The table follows boron arsenide, BAs, through a uniform change of volume, computed with a semilocal density functional. Energy is counted from the minimum of a smooth curve through the rows. Pressure is what must be applied to hold the crystal at each volume, so a negative value means that it is being pulled apart.

BAs (space group F-43m) computed with DFTK 0.8.2: plane-wave DFT with the AM05 functional, spms-pbe-1.0 pseudopotentials, an 816 eV cutoff, a 7×7×7 k mesh and 0.05 eV Fermi–Dirac smearing. The given cell is scaled uniformly to 0.94–1.06 of its volume with fractional coordinates fixed, and energies are counted from the minimum of the fitted curve.

```
volume (Å³/atom)  energy (meV/atom)  pressure (GPa)
           12.81             16.180           7.660
           13.08              5.570           4.200
           13.35              0.550           1.080
           13.63              0.630          -1.740
           13.90              5.310          -4.290
           14.17             14.040          -6.570
           14.44             26.520          -8.640
```

1. Which row is the equilibrium crystal?

None of them. The two lowest energies, 0.55 and 0.63 meV/atom, belong to neighbouring rows on opposite sides of the minimum, each about 1 % away from it in volume. They nearly tie because of where the volumes fall, not because the well has a flat bottom. To find the equilibrium, put a curve through all the rows instead of picking the lowest one.

2. Which costs more, squeezing by 5 % or stretching by 5 %?

Squeezing. The row at 12.81 Å³/atom lies 16.18 meV/atom above the minimum, while the row at 14.17 Å³/atom lies only 14.04 above it, although it is slightly farther away. A symmetric well would put these two rows in the opposite order.

The limiting cases help to explain the lopsided shape. Push the atoms together without end, and the overlap of their filled shells and the rising kinetic energy of the electrons drive the energy up ever more steeply. Pull them apart without end, and the energy must level off at that of separate atoms. Between these limits the well is steeper on the short side, as in most bonded solids.

3. How stiff is the crystal, and does the stiffness last?

Stiffness against uniform squeezing is the bulk modulus B, for volume V and pressure P:

B = −V ΔP/ΔV

Take the two rows beside the minimum. The pressure falls from 1.08 to −1.74 GPa, a drop of 2.82 GPa, while the volume grows by 0.02 of the given cell, which is the row at 13.63 Å³/atom. The volume midway is 0.99 of that cell, so

B = 2.82 × 0.99/0.02 ≈ 140 GPa

In practical terms, about 1.4 GPa shrinks the volume by 1 %. The stiffness does not last: the same arithmetic gives 164 GPa for the two most compressed rows and 109 GPa for the two most expanded ones. Between these ends B falls as about the fourth power of the volume. A single modulus therefore serves for small strains only.

4. Would a harmonic spring along each bond give this softening?

Only a small part of it. Suppose that the energy E is a parabola in some power n of the volume, with A and w₀ constants:

E = ½ A (Vⁿ − w₀)²

Since B = V d²E/dV², differentiating once more at the minimum gives the slope of B with pressure:

dB/dP = 2 − 3n

This slope is also the power with which B falls as the volume grows. Bond length d goes as the cube root of volume, so a harmonic spring has n = 1/3 and a slope of 1. The pressures ask for about 4, which belongs to n = −2/3, a parabola in 1/d². That variable climbs ever faster as the bond shortens and levels off as it lengthens, the shape that the limiting cases call for. The match is one of shape near the minimum: the level that this form reaches at infinite stretch is not expected to be the true binding energy.

Least-squares fits to all seven energies, with three constants for each form, favour the second form, and the run's own fit, which leaves the slope free, gives 4.16. The spring misses by 0.28 meV/atom (root mean square), the parabola in 1/d² by 0.02. The latter is the second-order Birch form, and it gives a modulus of 140 GPa where the spring gives 136. It describes the lopsided bond well but does not separate repulsion from attraction.

5. Why is the printed pressure not zero at the energy minimum?

Pressure should equal the downhill slope of the energy. Between neighbouring rows, that slope is higher than the mean printed pressure by 0.26 to 0.31 GPa. The printed pressure accordingly passes through zero near 13.46 Å³/atom, by straight-line interpolation, whereas the energy minimum lies at 13.49 in the Birch fit and at 13.48 in the run's own fit.

The likely cause is the finite set of plane waves, an error known as Pulay stress. The energies are computed at a fixed cutoff, so a larger cell receives more waves. The stress is evaluated as if the set of waves stretched with the cell, which makes the description coarser and raises the energy on expansion. This adds a false inward pull and makes the printed pressure too low, as seen here. A higher cutoff should bring the two pressures closer together, though no row tests this. Until then, take the volume from the energies; the modulus from pressure differences hardly suffers, because a nearly constant error cancels.

6. What would change if antimony replaced arsenic?

The bond should be longer and the crystal softer, though not nearly as soft as BAs itself stretched to that bond length. Within this table B falls as roughly the twelfth power of bond length, three times the power in volume. Across tetrahedral compounds an empirical rule has a power of only 3.5. For III–V compounds, with a rough recalled prefactor and d in Å, it reads

B ≈ 1800/d^3.5 GPa

At the BAs bond length of 2.06 Å this gives 143 GPa, as close to the computed 140 as a two-figure prefactor allows.

The two powers differ because they describe different changes. Stretching BAs moves a given pair of atoms away from its own balance of attraction and repulsion. A larger atom sets up a new balance at a longer distance. To guess the stiffness of a neighbouring compound, use the rule across compounds, not the expanded rows of this one.

7. Which digits can be trusted?

For this calculation, 13.5 Å³/atom and 140 GPa are sound: energies and pressures agree on the modulus, and their equilibrium volumes differ by only about 0.2 %. The small misfit of the Birch curve shows that the energies are smooth, not that they match a real crystal to that precision. The k mesh and cutoff are working settings, and no run with finer ones tests how far the values would move. The potentials were made for another functional, PBE, and the lattice is static, whereas zero-point motion and heat normally expand a crystal.

Anyone refitting the energies should also mind the volume column. Its rounding to 0.01 Å³/atom can shift an energy by up to 0.2 meV/atom, ten times the misfit of the Birch form. A fit can absorb such shifts, so expect a slightly different modulus, not necessarily a worse misfit. The cure is to multiply the given cell's volume, 13.63 Å³/atom, by 0.94, 0.96 and so on up to 1.06. A small error in that common factor then moves all volumes together and leaves the shape of the curve intact.
